**Correlation energies of X–SnH₂Br: ratios, increments and a pair count**

The table holds frozen-core MP2, CCSD and CCSD(T) correlation energies in def2-TZVPP, with T1 diagnostics and PBE gaps, for seven groups X at PBE0-D4/def2-TZVP geometries. The program fits nothing: it works out ratios, increments from X = H, orbital edges and correlation coefficients, and tests one parameter-free estimate, pair counting for the same-spin share of MP2. The count gives about 0.49 against computed shares near 0.3 and runs the wrong way with electron number in these runs, where the Br and Sn d shells are correlated. MP2 follows the number of correlated electrons, stays short of CCSD in every total and overshoots only in the increment from H to OH. The (T) share shows no relation to the PBE gap over all rows, and T1 stays below 0.02 when rescaled to the valence electrons.

Ansatz 0.2.0, gas phase: frozen-core MP2, CCSD and CCSD(T) with the program's default cores, and PBE-D4 gaps, all in def2-TZVPP at PBE0-D4/def2-TZVP geometries, with a def2 core potential on Sn. The molecules are *[SnH2][Br] (SMILES) with the group * varied; the marked atom is the Sn that carries it. Electronegativities are Pauling's.

## The fit in Python

```python
# Table: X-SnH2Br, Ansatz 0.2.0, frozen-core MP2/CCSD/CCSD(T)/def2-TZVPP correlation energies (eV),
# T1 and PBE gap at PBE0-D4/def2-TZVP geometries. Tested: differences and ratios along the series,
# increments from X = H, and one parameter-free estimate (pair counting for the same-spin share).
T = {
    'member': ['*H', '*C=C', '*CF', '*N', '*Cl', '*O', '*OC'],
    'formula': ['BrH3Sn', 'C2H5BrSn', 'CH4BrFSn', 'BrH4NSn', 'BrClH2Sn', 'BrH3OSn', 'CH5BrOSn'],
    'link': ['H', 'C', 'C', 'N', 'Cl', 'O', 'O'],
    'en': [2.2, 2.55, 2.55, 3.04, 3.16, 3.44, 3.44],
    'pg': ['C3v', 'Cs', 'C1', 'Cs', 'Cs', 'C1', 'C1'],
    'r_group': [1.7, 2.118, 2.165, 2.004, 2.319, 1.954, 1.95],  # Å
    'ncorr': [34, 44, 46, 40, 40, 40, 46],
    'mp2': [-16.56, -25.23, -27.83, -22.35, -21.35, -23.01, -27.63],  # eV
    'ss_share': [0.306, 0.285, 0.287, 0.295, 0.301, 0.298, 0.284],
    'ccsd_mp2': [-0.41, -0.7, -0.54, -0.41, -0.63, -0.24, -0.56],  # eV
    'triples': [-0.492, -0.961, -0.904, -0.747, -0.743, -0.75, -0.956],  # eV
    't_share': [2.9, 3.71, 3.19, 3.28, 3.38, 3.23, 3.39],  # %
    't1': [0.0103, 0.0109, 0.0107, 0.0106, 0.01, 0.0114, 0.0117],
    'gap': [4.99, 5.14, 4.92, 4.58, 4.8, 5.05, 4.47],  # eV
}
import numpy as np
from scipy import constants as C
m = list(T['member']); ix = {k: i for i, k in enumerate(m)}
N, en, mp2, ss, dc, tr, ts, t1, gap = (np.array(T[k], float) for k in
    ('ncorr', 'en', 'mp2', 'ss_share', 'ccsd_mp2', 'triples', 't_share', 't1', 'gap'))
# further outputs of the same runs, typed in, in the order of the table rows
SS = -np.array([5.067277, 7.184145, 7.97449, 6.586877, 6.43332, 6.853033, 7.84752])
homo = -np.array([6.902633, 6.802495, 6.707296, 6.198161, 7.265393, 7.034678, 6.413464])
lumo = -np.array([1.908013, 1.662046, 1.789141, 1.615469, 2.465252, 1.989144, 1.946516])
hfh = -np.array([11.06761, 10.67417, 10.93542, 10.92417, 11.49347, 11.30239, 11.25903])
hfl = np.array([1.75671, 2.046715, 1.947668, 2.212294, 1.813292, 2.034934, 2.092052])
dbl = [0.030661, 0.079242, 0.035319, 0.041766, 0.031961, 0.030996, 0.036598]
occ = [0.042947, 0.064704, 0.047064, 0.045892, 0.048117, 0.049194, 0.049832]
kJ = C.e * C.N_A / 1e3
cc = mp2 + dc; cct = cc + tr; nd = 20      # Br 3d10 + Sn 4d10 are correlated in every row
pair = (N / 2 - 1) / (N - 1); t1v = t1 * np.sqrt(N / (N - nd))
print("Totals: N, d part %, MP2/N eV, MP2/CCSD %, MP2/CCSD(T) %, same-spin share, pair count, T1 per valence count")
for i, k in enumerate(m):
    print(f"{k:5s} {N[i]:.0f} {100*nd/N[i]:5.1f} {mp2[i]/N[i]:7.3f} {100*mp2[i]/cc[i]:6.2f} "
          f"{100*mp2[i]/cct[i]:6.2f} {ss[i]:.3f} {pair[i]:.3f} {t1v[i]:.4f}")
print("Increments: dN, dMP2 eV, per electron, d(CCSD-MP2) eV, d(T) eV, d(T) meV per electron,")
print("  d(T)/dCCSD %, same-spin share, CCSD(T) less MP2 in eV and kJ/mol")
for a, b in [('*H', k) for k in m if k != '*H'] + [('*O', '*OC')]:
    i, j = ix[a], ix[b]; dn = N[j] - N[i]; dm = mp2[j] - mp2[i]; dt = tr[j] - tr[i]
    miss = dc[j] - dc[i] + dt
    print(f"{a}->{b:5s} {dn:.0f} {dm:6.2f} {dm/dn:6.3f} {dc[j]-dc[i]:+.2f} {dt:+.3f} {1e3*dt/dn:5.1f} "
          f"{100*dt/(cc[j]-cc[i]):4.1f} {(SS[j]-SS[i])/dm:.3f} {miss:+.2f} {miss*kJ:+.0f}")
i, j = ix['*OC'], ix['*CF']
print(f"*OC->*CF (both 46): dMP2 {mp2[j]-mp2[i]:+.2f}, d(CCSD-MP2) {dc[j]-dc[i]:+.2f}, d(T) {tr[j]-tr[i]:+.3f} eV")
print("Levels (eV): PBE HOMO, LUMO, shifts from *H, PBE gap, HF gap; largest double, empty occupation, (T) %")
h = ix['*H']
for i, k in enumerate(m):
    print(f"{k:5s} {homo[i]:.2f} {lumo[i]:.2f} {homo[i]-homo[h]:+.2f} {lumo[i]-lumo[h]:+.2f} {gap[i]:.2f} "
          f"{hfl[i]-hfh[i]:.2f} {dbl[i]:.3f} {occ[i]:.3f} {ts[i]:.2f}")
i, j = ix['*O'], ix['*OC']
print(f"*O->*OC: HOMO {homo[j]-homo[i]:+.2f}, LUMO {lumo[j]-lumo[i]:+.2f}, gap {gap[j]-gap[i]:+.2f} eV")
r = lambda x, y: np.corrcoef(x, y)[0, 1]
k6 = np.array([k != '*C=C' for k in m]); hg = hfl - hfh
print(f"r of MP2 with N {r(mp2, N):+.2f}, with electronegativity {r(mp2, en):+.2f}")
print(f"r of same-spin share with pair count {r(ss, pair):+.2f}; mean share/count {np.mean(ss/pair):.2f}")
print(f"r of (T) share with PBE gap {r(ts, gap):+.2f}, without *C=C {r(ts[k6], gap[k6]):+.2f}")
print(f"r of (T) share with HF gap {r(ts, hg):+.2f}, without *C=C {r(ts[k6], hg[k6]):+.2f}")
q = N == 40
print(f"Spread at 40 electrons: MP2 {np.ptp(mp2[q]):.2f}, CCSD-MP2 {np.ptp(dc[q]):.2f}, "
      f"(T) {np.ptp(tr[q]):.3f} eV = {np.ptp(tr[q])*kJ:.1f} kJ/mol")
print(f"T1 range {t1.min():.4f}-{t1.max():.4f}; per valence count {t1v.min():.4f}-{t1v.max():.4f}")
print(f"Rounding of a difference: MP2 0.01 eV = {0.01*kJ:.1f} kJ/mol, (T) 0.001 eV; 4 kJ/mol = {4/kJ:.3f} eV")
# geometry of row *N from the same run (angstrom, rounded to 0.01)
n, sn, h1, h2, hs = map(np.array, ([-1.05, .01, -.74], [.61, .04, .38], [-1.76, .69, -.52],
                                   [-.92, -.03, -1.74], [2.0, .03, -.61]))
ang = lambda u, v: np.degrees(np.arccos(u @ v / np.linalg.norm(u) / np.linalg.norm(v)))
b = sn - n
print(f"*N: angle sum at N {ang(b, h1-n)+ang(b, h2-n)+ang(h1-n, h2-n):.0f} deg, "
      f"one H-N-Sn-H torsion {ang(np.cross(b, h2-n), np.cross(b, hs-sn)):.0f} deg")
assert np.all(dc < 0) and dc[ix['*O']] > dc[h]
assert m[int(np.argmax(ts))] == '*C=C' and m[int(np.argmax(gap))] == '*C=C'
assert np.all(ss < pair) and t1v.max() < 0.02
assert np.all(abs(lumo - homo - gap) < 0.006) and np.all(abs(SS / mp2 - ss) < 0.001)
```

It prints:

```
Totals: N, d part %, MP2/N eV, MP2/CCSD %, MP2/CCSD(T) %, same-spin share, pair count, T1 per valence count
*H    34  58.8  -0.487  97.58  94.83 0.306 0.485 0.0161
*C=C  44  45.5  -0.573  97.30  93.82 0.285 0.488 0.0148
*CF   46  43.5  -0.605  98.10  95.07 0.287 0.489 0.0142
*N    40  50.0  -0.559  98.20  95.08 0.295 0.487 0.0150
*Cl   40  50.0  -0.534  97.13  93.96 0.301 0.487 0.0141
*O    40  50.0  -0.575  98.97  95.88 0.298 0.487 0.0161
*OC   46  43.5  -0.601  98.01  94.80 0.284 0.489 0.0156
Increments: dN, dMP2 eV, per electron, d(CCSD-MP2) eV, d(T) eV, d(T) meV per electron,
  d(T)/dCCSD %, same-spin share, CCSD(T) less MP2 in eV and kJ/mol
*H->*C=C  10  -8.67 -0.867 -0.29 -0.469 -46.9  5.2 0.244 -0.76 -73
*H->*CF   12 -11.27 -0.939 -0.13 -0.412 -34.3  3.6 0.258 -0.54 -52
*H->*N    6  -5.79 -0.965 +0.00 -0.255 -42.5  4.4 0.262 -0.26 -25
*H->*Cl   6  -4.79 -0.798 -0.22 -0.251 -41.8  5.0 0.285 -0.47 -45
*H->*O    6  -6.45 -1.075 +0.17 -0.258 -43.0  4.1 0.277 -0.09 -8
*H->*OC   12 -11.07 -0.922 -0.15 -0.464 -38.7  4.1 0.251 -0.61 -59
*O->*OC   6  -4.62 -0.770 -0.32 -0.206 -34.3  4.2 0.215 -0.53 -51
*OC->*CF (both 46): dMP2 -0.20, d(CCSD-MP2) +0.02, d(T) +0.052 eV
Levels (eV): PBE HOMO, LUMO, shifts from *H, PBE gap, HF gap; largest double, empty occupation, (T) %
*H    -6.90 -1.91 +0.00 +0.00 4.99 12.82 0.031 0.043 2.90
*C=C  -6.80 -1.66 +0.10 +0.25 5.14 12.72 0.079 0.065 3.71
*CF   -6.71 -1.79 +0.20 +0.12 4.92 12.88 0.035 0.047 3.19
*N    -6.20 -1.62 +0.70 +0.29 4.58 13.14 0.042 0.046 3.28
*Cl   -7.27 -2.47 -0.36 -0.56 4.80 13.31 0.032 0.048 3.38
*O    -7.03 -1.99 -0.13 -0.08 5.05 13.34 0.031 0.049 3.23
*OC   -6.41 -1.95 +0.49 -0.04 4.47 13.35 0.037 0.050 3.39
*O->*OC: HOMO +0.62, LUMO +0.04, gap -0.58 eV
r of MP2 with N -0.99, with electronegativity -0.35
r of same-spin share with pair count -0.93; mean share/count 0.60
r of (T) share with PBE gap +0.02, without *C=C -0.63
r of (T) share with HF gap +0.00, without *C=C +0.82
Spread at 40 electrons: MP2 1.66, CCSD-MP2 0.39, (T) 0.007 eV = 0.7 kJ/mol
T1 range 0.0100-0.0117; per valence count 0.0141-0.0161
Rounding of a difference: MP2 0.01 eV = 1.0 kJ/mol, (T) 0.001 eV; 4 kJ/mol = 0.041 eV
*N: angle sum at N 343 deg, one H-N-Sn-H torsion 1 deg
```
